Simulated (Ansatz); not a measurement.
## BiTe: the change of energy above given cell and pressure with volume ratio

Results calculated with Ansatz 0.2.0, not measured. Plane-wave density functional theory, PAW datasets, Gaussian smearing 0.05 eV: equation of state, the given cell scaled in volume with shape and atoms relaxed at each volume.

The cell before it is scaled or strained (space group Fm-3m, No. 225):
```
BiTe
1.0
      0.0000     3.1945     3.1945
      3.1945     0.0000     3.1945
      3.1945     3.1945     0.0000
Bi Te
1 1
Direct
  0.50000 0.50000 0.50000
  0.00000 0.00000 0.00000
```

Settings of every row: paw set soft_2; functional PBEsol; spin treatment none; moment partition spheres; spin axis none; wave cutoff 420 eV; k mesh 8x8x8; symmetry use detected.

Atom hubbard u: 0 on all atoms.

Limits: no spin-orbit coupling, which can matter with elements this heavy.

| row | volume ratio | V (Å³/atom) | energy above given cell (meV per atom) | pressure (GPa) |
| --- | --- | --- | --- | --- |
| 1 | 0.96 | 31.296 | 9.74 | 2.496 |
| 2 | 0.98 | 31.948 | ? | ? |
| 3 | 1 | 32.6 | 0 | 0.02 |
| 4 | 1.02 | 33.252 | 2.15 | -1.003 |
| 5 | 1.04 | 33.904 | 8.19 | -1.91 |

Question: what energy above given cell and pressure should row 2 give?

Worked fit of energy above given cell. Take u = (V_r/V)^(2/3) − 1 with V_r = 32.926 Å³ an atom, which is twice the finite (Eulerian) strain; such expansions in the strain, on which the Birch-Murnaghan equation of state is built, carry the rest volume and the bulk modulus. The shown rows have u = 0.03443, 0.00666, -0.00655, -0.01932. Least squares give energy above given cell = 0.539 − 158.25 × u + 12354.3 × u² meV per atom; a straight line predicts inner rows, each left out in turn, worse (root mean square 5.5 against 0.091 meV per atom). The rows lie off it by 0.00, -0.03, 0.04, -0.02. Its lowest point lies at u = 0.0064, or V = 32.61 Å³ an atom, and the curvature there gives the bulk modulus with shape and atoms relaxed, B = (4/9)(1 + u)² E″(u)/V = 54.6 GPa. The withheld row has u = 0.02031, so the fit gives 0.539 − 158.25 × (0.02031) + 12354.3 × (0.02031)² = 2.42 meV per atom.

The calculation gave 2.33 meV per atom. The fit lies 0.09 meV per atom (3.9 % of the value, 0.92 % of the column's range) above it; its largest miss of a shown row is 0.04 meV per atom.

Worked fit of pressure. Take u = (V_r/V)^(2/3) − 1 with V_r = 32.926 Å³ an atom, which is twice the finite (Eulerian) strain; such expansions in the strain, on which the Birch-Murnaghan equation of state is built, carry the rest volume and the bulk modulus. The shown rows have u = 0.03443, 0.00666, -0.00655, -0.01932. Least squares give pressure = −0.5082 + 77.799 × u + 274.32 × u² GPa; a straight line predicts inner rows, each left out in turn, worse (root mean square 0.12 against 0.006 GPa). The rows lie off it by 0.000, -0.002, 0.003, -0.001. The pressure vanishes at u = 0.0064, or V = 32.61 Å³ an atom, and there the bulk modulus with shape and atoms relaxed is B = −V dP/dV = (2/3)(1 + u) dP/du = 54.5 GPa. The withheld row has u = 0.02031, so the fit gives −0.5082 + 77.799 × (0.02031) + 274.32 × (0.02031)² = 1.185 GPa.

The calculation gave 1.183 GPa. The fit lies 0.002 GPa (0.045 % of the column's range) above it; its largest miss of a shown row is 0.003 GPa.
